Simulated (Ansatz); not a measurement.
A series in volume scale on InPd

All results are calculated (Ansatz 0.2.0). Periodic Kohn-Sham DFT of a crystal at fixed atoms, scaled to volume_scale times the given cell; pressure positive in compression, energy less spherical unpolarised free atoms, largest_vzz the field gradient of largest size among the nuclei.

The cell before it is scaled or strained (space group Pm-3m, No. 221):
```
cell vectors (Å)
   3.2719     0.0000     0.0000
   0.0000     3.2719     0.0000
   0.0000     0.0000     3.2719
atoms (fractions of the cell vectors)
In  0.00000  0.00000  0.00000
Pd  0.50000  0.50000  0.50000
```

Settings of every row: method frozen-core PAW; functional LDA; relativity scalar; k mesh 13x13x13; filling fermi-dirac; smearing width 0.03 eV; wave cutoff 420 eV; paw set soft_2.

Atom start moment: 0 on all atoms.

Limits: PAW files made with PBE; the cell comes from a prototype or a list of computed structures and needn't be the stable phase.

```
row  volume scale  V (Å³/atom)  pressure (GPa)
  1        0.9405       16.471            1.26
  2          0.97       16.988          -3.215
  3             1       17.513          -6.895
  4          1.03       18.039               ?
  5          1.06       18.564         -12.014
```

Question: what pressure should row 4 give?

Worked fit of pressure. Take u = (V_r/V)^(2/3) − 1 with V_r = 17.251 Å³ an atom, which is twice the finite (Eulerian) strain; such expansions in the strain, on which the Birch-Murnaghan equation of state is built, carry the rest volume and the bulk modulus. The shown rows have u = 0.03133, 0.01029, -0.01, -0.04773. Least squares give pressure = −5.1618 + 180.68 × u + 777.33 × u² GPa; a straight line predicts inner rows, each left out in turn, worse (root mean square 0.76 against 0.011 GPa). The rows lie off it by -0.002, 0.005, -0.004, 0.001 (root mean square 0.0034 GPa). The pressure vanishes at u = 0.0257, or V = 16.61 Å³ an atom, and there the bulk modulus at fixed shape and fractions is B = −V dP/dV = (2/3)(1 + u) dP/du = 151 GPa. The withheld row has u = -0.02934, so the fit gives −5.1618 + 180.68 × (-0.02934) + 777.33 × (-0.02934)² = -9.794 GPa.

The calculation gave -9.657 GPa. The fit lies 0.137 GPa (1.4 % of the value, 1 % of the column's range) below it; its largest miss of a shown row is 0.005 GPa.
